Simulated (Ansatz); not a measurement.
# Kohn–Sham gap of a polar three-layer 1T-SnS₂ stack in a perpendicular field, PBE-D3(BJ)

In 1T-SnS₂ each layer is a sheet of tin(IV) between two sheets of sulfide, and neighbouring layers are held together mainly by dispersion. The valence edge is mostly sulfur 3p, while the conduction edge mixes tin 5s with sulfur 3p. A field along the normal shifts these states in energy from layer to layer, so a gate can change the gap as well as the carrier density. This matters for transistor off-currents and for tunable absorption. We follow the PBE-D3(BJ) Kohn–Sham gap of one three-layer stack with the atoms held. Changes are measured against the same stack without field, whose gap is 1.324 eV. Fields are vacuum values, positive pointing up, and 0.10 V/Å equals 1 V/nm.

## Method

Ansatz 0.2.0, plane-wave Kohn-Sham DFT with its default PAW datasets at a cutoff of 420 eV, PBE-D3(BJ). The layers are built from structure prototypes; cell and atoms are relaxed as free-standing layers until forces are under 0.004 eV/Å. Single points follow with 18 Å of vacuum and a dipole correction, on meshes of 18 points along each in-plane vector and Fermi-Dirac smearing of 0.026 eV. Bands are read on the mesh and along the symmetry path. Scalar-relativistic, no spin-orbit coupling; spin-paired. A sawtooth field along the normal is then applied with the atoms held; its value is the field in the vacuum, positive pointing up. The same in all rows: distance between the outermost atomic planes: 15.49 Å.

Notes on method and selection:

- Semilocal Kohn-Sham gaps lie under quasiparticle gaps, the more so in single layers.
- Fields at which the vacuum level would fall near the conduction edge are left out.
- The strongest fields run are not listed where the lowest empty level could belong to the vacuum.
- Where a layer was run in several sessions, one is listed, by preference one with spin-orbit or weak-field runs; layers with open 3d shells that were run without spin are not listed.
- Runs in which the search for lower states was switched off are not listed.
- The default PAW datasets of this version of Ansatz are the set soft_2.
- Runs that did not converge, have known faults or may not be shown are not listed, and runs on Ansatz's PAW sets soft_1 and soft_2 are kept to separate tables.

Columns:

- field (V/Å): applied field in the vacuum.
- induced dipole (e·Å/nm²): dipole per area less that without field, positive end up.
- gap (eV): Kohn-Sham gap, 0 where there is none.
- Δgap (eV): gap less that without field.

## Table of results

```
member     field (V/Å)  induced dipole (e·Å/nm²)  gap (eV)  Δgap (eV)  remark
−0.40 V/Å  −0.40        −3.222                    0.472     −0.852     edges at between Γ and M / M
−0.30 V/Å  −0.30        −2.414                    0.739     −0.585     edges at between Γ and M / M
−0.20 V/Å  −0.20        −1.608                    ?         ?
−0.10 V/Å  −0.10        −0.804                    1.243     −0.081     edges at between Γ and M / M
−0.05 V/Å  −0.05        −0.402                    1.305     −0.019     edges at between Γ and M / M
+0.00 V/Å  0.00         0.000                     1.324     0.000      edges at between Γ and M / M
+0.05 V/Å  0.05         0.402                     1.246     −0.078     edges at between Γ and M / M
+0.10 V/Å  0.10         0.804                     1.133     −0.191     edges at between Γ and M / M
+0.20 V/Å  0.20         1.608                     0.894     −0.430     edges at between Γ and M / M
+0.30 V/Å  0.30         2.413                     0.644     −0.680     edges at between Γ and M / M
+0.40 V/Å  0.40         3.221                     0.390     −0.934     edges at between Γ and M / M
```

Cells marked ? are withheld until the estimate has been made.

## Mechanism

Every listed field, up or down, gives a smaller gap than zero field. At +0.40 V/Å the gap is 0.390 eV, a loss of 0.934 eV; at −0.40 V/Å the loss is 0.852 eV.

The cause is electrostatic. An upward field raises electron energies towards the top of the stack, which draws the valence edge to the top layer and the conduction edge to the bottom layer. The gap then shrinks by the potential difference between the two. A downward field exchanges their roles. The edges keep their places in the Brillouin zone in all rows with a remark, so a change of valley does not account for the loss.

In weak fields the edge states are probably still shared among layers, and the response is smaller. From zero to +0.05 V/Å the gap falls by 0.078 / 0.05 = 1.56 eV per V/Å. Between +0.30 and +0.40 V/Å it falls by (0.644 − 0.390) / 0.10 = 2.54 eV per V/Å, as expected once the edges sit on opposite outer layers.

Without screening, the outermost atomic planes would differ by 0.40 × 15.49 = 6.20 eV at the strongest field, far more than the gap loses. The induced dipole opposes most of this drop. It grows in proportion to the field, which speaks against a sudden transfer of charge between the outer layers.

The two directions differ because the stack is polar. At 0.10 V/Å the gap loses 0.191 eV with the field up but only 0.081 eV with it down. A built-in energy offset between layers would explain the sign: an upward field adds to it, while a downward field must first undo it.



## Estimating the withheld member

Plain estimates from the members shown:

- −0.20 V/Å, straight-line interpolation between −0.30 V/Å and −0.10 V/Å: w = (−0.20 − (−0.30)) / (−0.10 − (−0.30)) = 0.500, so 0.739 + 0.500 × (1.243 − 0.739) = 0.991 eV

The straight-line value of 0.991 eV should be slightly low. On the downward side the gap falls by 1.24 eV per V/Å between −0.05 and −0.10 V/Å, but by 2.67 between −0.30 and −0.40 V/Å. A curve that steepens in this way lies above its chord.

The upward branch supplies the shape. For each downward field we find the upward field that gives the same gap, interpolating linearly with the slope between neighbouring upward rows (in eV per V/Å, taken as positive), and take the difference in field strength as the offset.

- −0.10 V/Å: 0.05 + (1.246 − 1.243) / 2.26 = 0.0513, offset 0.10 − 0.0513 = 0.0487 V/Å.
- −0.30 V/Å: 0.20 + (0.894 − 0.739) / 2.50 = 0.2620, offset 0.30 − 0.2620 = 0.0380 V/Å.

Halfway between them the offset is (0.0487 + 0.0380) / 2 = 0.04335 V/Å, so −0.20 V/Å corresponds to an upward field of 0.20 − 0.04335 = 0.15665 V/Å. The gap there is 1.133 − 2.39 × (0.15665 − 0.10) = 0.998 eV.

We tried the route on −0.30 V/Å, using its neighbours at −0.10 and −0.40 V/Å. The latter has an offset of 0.40 − (0.30 + (0.644 − 0.472) / 2.54) = 0.0323 V/Å. At −0.30 V/Å this gives an offset of 0.0487 − (0.0487 − 0.0323) × 2 / 3 = 0.0378 V/Å and a gap of 0.894 − 2.50 × (0.30 − 0.0378 − 0.20) = 0.7385 eV, within 0.001 eV of the tabulated value.

One such agreement is too little to set the error. The upward branch still bends between +0.10 and +0.20 V/Å, where linear interpolation can miss by a few thousandths of an eV, so we take 0.005 eV as one standard deviation.

**Committed estimate, −0.20 V/Å: gap = 0.998 ± 0.005 eV.**

## The answer

```
member     field (V/Å)  induced dipole (e·Å/nm²)  gap (eV)  Δgap (eV)  remark
−0.20 V/Å  −0.20        −1.608                    1.006     −0.318     edges at between Γ and M / M
```

```
member     estimate       gap (eV)  computed  estimate − computed  miss in error bars
−0.20 V/Å  committed      0.998     1.006     −0.008               1.6
−0.20 V/Å  interpolation  0.991     1.006     −0.015
```

The computed gap is 1.006 eV. Our 0.998 eV is 0.008 eV too low, outside its error bar at 1.6 times its width, though closer than the straight-line value, which is 0.015 eV too low.

The argument that the curve lies above its chord held. The assumption that the offset between the two branches changes evenly with field did not. The computed gap matches an upward field of 0.10 + (1.133 − 1.006) / 2.39 = 0.1531 V/Å, an offset of 0.20 − 0.1531 = 0.0469 V/Å where we had used about 0.043. Our error bar covered the bend of the upward branch but not this assumption.

Opposite shifts of the outer layers remain the likely main cause of the falling gap, but two of our earlier statements need correcting. The valence edge does move a little along the line from Γ to M, while the conduction edge stays at M. And the stack, which we called polar, has almost no dipole of its own at zero field, so a built-in potential step across it cannot explain the difference between up and down.

What sets the two directions apart is the stacking. Ours is of type AB, with neighbouring layers displaced sideways, and it has no inversion centre. In the usual 1T stacking each layer lies straight above the one below; three such layers do have an inversion centre, and fields up and down must then give the same gap. In our stack the two interfaces differ in registry. This may offset the levels of the outer layers from each other, or couple these layers differently to the middle one; the table cannot tell which.

## Departures from the trend

No row stands out from a smooth curve. The slope between neighbouring rows never rises from one end of the series to the other, going from +2.67 eV per V/Å at the downward end to −2.54 at the upward end. Its sharpest change, from +0.38 to −1.56, is at zero field. An exchange of roles between the outer layers, as hosts of the two band edges, would produce such a bend, but the rows do not show which layer holds which edge.

## What to take away

Between 0.20 and 0.40 V/Å in either direction, the gap is nearly linear in field. Interpolating between those two fields gives 0.739 eV at −0.30 V/Å, as computed, and (0.894 + 0.390) / 2 = 0.642 eV at +0.30 V/Å, against 0.644. Near zero field this fails: the mean of the ±0.05 V/Å rows is 0.048 eV below the zero-field gap.

For a dual-gated, undoped stack of this AB type, a vacuum field of 1 V/nm lowers the gap by 0.191 eV when it points up and by 0.081 eV when it points down. Neither value should be carried over to the usual 1T stacking, where symmetry makes the two directions equal. In a gate oxide with a relative permittivity of roughly 4, the same displacement field needs only about 0.25 V/nm.

The largest omission is the quasiparticle correction. Semilocal gaps lie under quasiparticle gaps, so the tabulated values should not be read as transport gaps. The calculated changes with field are the more useful guide for design with this stacking, though the correction may itself vary somewhat with field. All runs, the one without field included, also carry a warning that the exchange-correlation potential is rough where the electron density is thin. We have not tested what this does to the gap or to its changes.

[Logs are printed without paths, hosts, clocks, repeated set-up lines and the standing remarks that a program may print on its own settings, such as how far it seeks lower states.]
